## Eigenvalue-sum energy with ultrasoft potentials: which estimator to use near self-consistency

### Conventions

The scheme is that of Vanderbilt (1990). The crystal is an insulator with fixed $f_n$ (spin and k weights included), fixed ions and no core correction. $Q_{ij}$ is real and symmetric, and $G=0$ Coulomb terms cancel against the Ewald energy $E_{\rm ion}$.

$$n=\sum_n f_n|\psi_n|^2+\sum_{ij}\rho_{ij}Q_{ij},\qquad \rho_{ij}=\sum_n f_n\langle\psi_n|\beta_i\rangle\langle\beta_j|\psi_n\rangle$$

$$E=T_s+\sum_{ij}D^0_{ij}\rho_{ij}+\int V_{\rm loc}n+E_H[n]+E_{xc}[n]+E_{\rm ion}$$

Minimise under $\langle\psi_n|S|\psi_m\rangle=\delta_{nm}$, with $S=1+\sum q_{ij}|\beta_i\rangle\langle\beta_j|$ and $q_{ij}=\int Q_{ij}$. This gives $H\psi_n=\epsilon_nS\psi_n$ with

$$H=T+V+\sum_{ij}\Big(D^0_{ij}+\int VQ_{ij}\Big)|\beta_i\rangle\langle\beta_j|,\qquad V=V_{\rm loc}+V_H+V_{xc}.$$

### Eigenvalue sum

Since $\epsilon_n=\langle\psi_n|H|\psi_n\rangle$, the grid term and the $\int VQ_{ij}$ term join into one integral over the augmented output density:

$$\sum_nf_n\epsilon_n=T_s+\sum D^0_{ij}\rho_{ij}+\int V_{\rm in}\,n_{\rm out}.$$

At self-consistency $n_{\rm in}=n_{\rm out}=n_0$, and $\int V_Hn=2E_H$ gives

$$E_0=\sum f_n\epsilon_n+C[n_0]+E_{\rm ion},\qquad C[n]=-E_H[n]+E_{xc}[n]-\int V_{xc}[n]\,n.$$

Off self-consistency, with eigenvalues from $V_{\rm in}=V[n_{\rm in}]$, the estimators differ:

- **HF** (Harris 1985; Foulkes and Haydock 1989): $C[n_{\rm in}]$.
- **KS**: $E$ evaluated on the output orbitals. By-product at no cost: the mean $E_M=(E_{HF}+E_{KS})/2$.
- **L** (lagged): $C[n_{\rm out}]$.

### How the deviation falls

Let $\delta=n_{\rm in}-n_0$, $K=\delta V/\delta n$, and $\chi_0$ the response of the augmented density, negative semidefinite. Products imply integration. $S$ does not depend on $V$, so $\delta\sum f\epsilon=\int n_{\rm out}\,\delta V$, provided $D_{ij}$ is rescreened with the same $V_{\rm in}$.

1. Band sum: $n_0\,\delta V+\tfrac12\delta K\chi_0K\delta$.
2. Correction: $C[n_{\rm in}]-C[n_0]=-n_0\,\delta V-\tfrac12\delta K\delta$.
3. The linear terms cancel: $E_{HF}-E_0=-\tfrac12\delta K\varepsilon\delta$, with $\varepsilon=1-\chi_0K$.
4. The residual is $R=n_{\rm out}-n_{\rm in}=-\varepsilon\delta$, and $E_{KS}-E_{HF}=\tfrac12RKR$.
5. $E_L-E_{HF}=-n_0KR=n_0K\varepsilon\delta$, which is first order.

For positive definite $K$ the eigenmodes of $\varepsilon$ are $K$-orthogonal with $\varepsilon\ge1$. Per mode, with $w=\tfrac12\delta K\delta$:

$$\Delta_{HF}=-\varepsilon w,\qquad \Delta_{KS}=\varepsilon(\varepsilon-1)w,\qquad \Delta_M=\tfrac12\varepsilon(\varepsilon-2)w.$$

HF beats KS for $\varepsilon>2$. M beats HF for $\varepsilon<4$ and KS for $\varepsilon>4/3$. HF and KS bracket $E_0$, so $|\Delta_M|\le\tfrac14RKR$, a test that needs no $E_0$. The negative xc kernel can spoil the positivity of $K$, and the bracket with it.

Linear mixing, $n_{\rm in}\to n_{\rm in}+bR$, multiplies a mode by $1-b\varepsilon$. For a spectrum from 1 to $\varepsilon_m$ the best $b$ is $2/(1+\varepsilon_m)$, with rate $r=(\varepsilon_m-1)/(\varepsilon_m+1)$. For NaCl we identify $\varepsilon_m$ with $\varepsilon_\infty=2.3$ (compiled value, Chen 2018), ignoring local-field and xc corrections. Then $b=0.606$, $r=0.394$, $r^2=0.155$. A decade in energy costs $\ln10/(2\ln r^{-1})=1.24$ iterations for HF, KS and M, and 2.47 for L.

### Work and memory

Count 8 flops per complex multiply-add and $F=5M\log_2M$ per FFT of $M$ points. With $m$ sweeps, $N_b$ bands, $N_\beta$ projectors and $p$ pairs $ij$ per atom:

- Diagonalisation: $W_D=m[N_b(2F_s+24N_{pw}N_\beta)+24N_b^2N_{pw}]\sim N_{at}^3$. The factors 24 count three products each: projection, $H$ and $S$ back-projection; subspace $H$, $S$, rotation.
- Potential and $D_{ij}$: $W_V=A+2F_d$, where $A=8N_{at}pN_G\sim N_{at}^2$ is one pass over $Q_{ij}(G)$.
- Output density: $W_n=N_bF_s+A+F_d\sim N_{at}^2$, up to a logarithm.

$C[n_{\rm in}]$ is a sum over arrays already present. In units $W_1=W_V+W_D$ and with $\gamma=W_n/W_1\sim1/N_{at}$, stopping at iteration $k$ costs $k+(k-1)\gamma$ for HF and $k(1+\gamma)$ for KS, M and L.

Cell: 64 atoms of NaCl, side $L=2a$, $a=5.64$ Å (compiled value, Wikipedia), so $L=21.32$ bohr. Assumed settings: one k-point, complex orbitals, cutoffs 30 and 240 Ry, 9 valence electrons for Na and 7 for Cl ($N_b=256$), 8 projectors per atom ($N_\beta=512$, $p=36$), $m=4$.

- $N=L^3E_c^{3/2}/6\pi^2$ gives $N_{pw}=2.69\times10^4$ and $N_G=6.08\times10^5$.
- Grids need $G_{\max}L/\pi$ points per side, $G_{\max}$ being $2\sqrt{30}$ and $\sqrt{240}$ bohr$^{-1}$: 74.3 and 105.1, rounded up to 75 and 108. So $F_s=3.94\times10^7$, $F_d=1.28\times10^8$.
- $A=1.12\times10^{10}$, $W_D=5.88\times10^{11}$, $W_V=1.15\times10^{10}$, $W_n=2.14\times10^{10}$, $\gamma=0.036$.
- Memory: orbitals $16N_bN_{pw}=110$ MB and projectors $16N_\beta N_{pw}=220$ MB, both $\sim N_{at}^2$ and common to all estimators. Holding $n_{\rm out}$ adds 10 MB ($\sim N_{at}$), which only single-shot HF avoids.

### Solvable model

One Cl orbital $a$ with augmentation charge $q$, one Na orbital $b$, two electrons. $E_H=\tfrac12U(n_a^2+n_b^2)$ and $V_i=Un_i$, with no separate xc term. For orbital coefficients $c_i$, $n_a=2(1+q)c_a^2$ and $n_b=2c_b^2$.

$$H=\begin{pmatrix}(1+q)(V_a-\Delta/2)&-\tau\sqrt{1+q}\\-\tau\sqrt{1+q}&V_b+\Delta/2\end{pmatrix},\qquad S=\begin{pmatrix}1+q&0\\0&1\end{pmatrix}$$

$S^{-1/2}HS^{-1/2}$ is free of $q$. With $x=n_a-n_b$ of the input, $n_a+n_b=2$, $d=\Delta-Ux$ and $g=\sqrt{d^2+4\tau^2}$, the band sum is $2U-g$, $x_{\rm out}=2d/g$ and $E_H=U+Ux^2/4$. Hence, exactly, with $R=x_{\rm out}-x$,

$$E_{HF}=U-g-\tfrac14Ux^2,\quad E_{KS}=E_{HF}+\tfrac14UR^2,\quad E_L=U-g-\tfrac14Ux_{\rm out}^2.$$

$dE_{HF}/dx=UR/2$, and $R$ falls monotonically with $x$. The solution is unique, it is the maximum of $E_{HF}$, and the bracket holds to all orders. Also $\varepsilon=1+8U\tau^2/g_0^3$ and $w=U\delta^2/4$.

Fit: $g_0=8.97$ eV (band gap, compiled value, Miceli 2018), $\varepsilon=2.3$, and an assumed Na charge of $+0.8$, so $x_0=1.6$, $d_0=0.8g_0$, $2\tau=0.6g_0$. Then $\tau=2.691$ eV, $U=1.3g_0/0.72=16.20$ eV, $\Delta=d_0+Ux_0=33.09$ eV. The exact energy is $E_0=0.36U-g_0=-0.35g_0=-3.14$ eV. $U$ is a lumped fit constant and $E_0$ only a reference level.

Augmentation matters at zeroth order. For an assumed $q=0.5$, subtracting $E_H$ of the soft charges leaves $\tfrac12Un_a^2[1-(1+q)^{-2}]=14.6$ eV ($n_a=1.8$), which no iteration removes.

### Both sides computed

Start from an assumed $\delta_1=0.1$, mix with $b=2/3.3$. Deviations from $E_0$ are the model's, in meV per NaCl pair, and assume converged orbitals. Costs are in $W_1$.

| $k$ | $\delta_k$ | HF | KS | M | L | cost HF | cost others |
|---|---|---|---|---|---|---|---|
| 1 | 0.1 | -102 | 179 | 39 | 3244 | 1 | 1.04 |
| 2 | -0.0596 | -31.6 | 34.8 | 1.6 | -1696 | 2.04 | 2.07 |
| 3 | 0.0180 | -3.06 | 4.19 | 0.57 | 544 | 3.07 | 3.11 |
| 4 | -0.00765 | -0.542 | 0.689 | 0.074 | -227 | 4.11 | 4.14 |
| 5 | 0.00292 | -0.0794 | 0.104 | 0.012 | 87.1 | 5.14 | 5.18 |
| 6 | -0.00116 | -0.0126 | 0.0163 | 0.0019 | -34.6 | 6.18 | 6.22 |

At $k=1$ the quadratic law gives $-93.1$ meV for HF, so higher orders add about a tenth. They also lower M at $k=2$ below its asymptotic 0.15 of HF.

### Cheapest for a stated accuracy

Entries are $k$ (cost). The last column stops when the half-bracket $UR^2/8$ is below the target; it is 33.2, 3.6, 0.62 and 0.092 meV at $k=2$ to 5.

| target | HF | KS | M | L | M, certified |
|---|---|---|---|---|---|
| 10 meV | 3 (3.07) | 3 (3.11) | **2 (2.07)** | 8 (8.29) | 3 (3.11) |
| 1 meV | 4 (4.11) | 4 (4.14) | **3 (3.11)** | 10 (10.36) | 4 (4.14) |
| 0.1 meV | 5 (5.14) | 6 (6.22) | **4 (4.14)** | 13 (13.47) | 5 (5.18) |

M saves one iteration over HF at each target. In practice $E_0$ is unknown, and certified M costs only $\gamma$ more than uncertified HF. L is never competitive. Cost gaps of size $\gamma$ are smaller than the uncertainty of the assumed $m$, so iteration counts decide.

### Best inside a budget

- One diagonalisation, no output density (1.0): HF alone is available, 102 meV.
- 3.0: two iterations fit; M gives 1.6 meV against 31.6 for HF.
- 5.5: five iterations fit; M gives 0.012 meV against 0.0794 for HF.

### Range of the verdict

The meV values scale with $g_0$ and, for the stationary estimators, roughly with $\delta_1^2$; they belong to the model, not to NaCl. The ranking depends on $\varepsilon$, and M profits here from $\varepsilon$ lying near 2. A real cell also has short-wave modes with $\varepsilon\to1$, absent from the model. There KS is best and M has half the deviation of HF, so across the assumed NaCl spectrum M still beats HF mode by mode. For the stiffest mode of silicon, with a typical $\varepsilon_\infty\approx12$, the order reverses: KS deviates 11 times and M 5 times as much as HF, $r=0.85$, and a decade costs 6.9 linear-mixing iterations. HF is then the estimator to report, and the residual serves as the stopping test.